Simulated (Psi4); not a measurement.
B2O2 (diboron dioxide): a line through the functionals

B2O2: 4 atoms, total charge 0, spin state singlet. SMILES: `O=BB=O`. The shape is that of a PBE0-D4/def2-TZVP optimisation.

The vertical energy of the triplet above the singlet y, in eV, basis aug-cc-pVDZ; a is the functional's share of exact exchange. Programs: Psi4 1.11.

| functional | program | a | y (eV) |
| --- | --- | --- | --- |
| BLYP | Psi4 | 0 | 5.76 |
| PBE | Psi4 | 0 | 5.73 |
| B3LYP | Psi4 | 0.2 | 6.26 |
| PBE0 | Psi4 | 0.25 | ? |
| BHLYP | Psi4 | 0.5 | 6.41 |

Task: Fit y = c + s·a to the known rows and predict PBE0.

Result: 
1. Means of the 4 rows: a = 0.1750, y = 6.040.
2. Σ(Δa)² = 0.1675, Σ(Δa·Δy) = 0.229, so the slope is 0.229/0.1675 = 1.3672.
3. Intercept: 6.040 − (1.3672) × 0.1750 = 5.801. The largest residual of the fit is 0.19.
4. PBE0: 5.801 + (1.3672) × 0.25 = 6.14 eV.

The run gave 6.26 eV, so the prediction is off by -0.12 eV, within the largest residual.

The singlet lies well below the vertical triplet with every functional, and the hybrids place the triplet higher than BLYP and PBE do. The rise is not linear, however. Most of it comes by B3LYP, PBE0 gives the same 6.26 eV despite its larger share of exact exchange, and BHLYP adds little more. Both intermediate hybrids therefore lie above the line, so the low prediction for PBE0 reflects curvature rather than random scatter.

The large gap fits a closed-shell molecule with strong, polar B–O bonds, in which the empty π level is mainly on boron. Exciting an electron into it costs either B–B σ bonding or electron density from the oxygen-rich π orbitals. Exact exchange generally stabilises compact occupied orbitals relative to empty ones, which probably explains the initial rise. The flattening might mean that the lowest triplet changes its orbital character along the series, but total energy gaps alone cannot establish this. Nor do vertical values show how far the triplet would drop on relaxing its geometry.
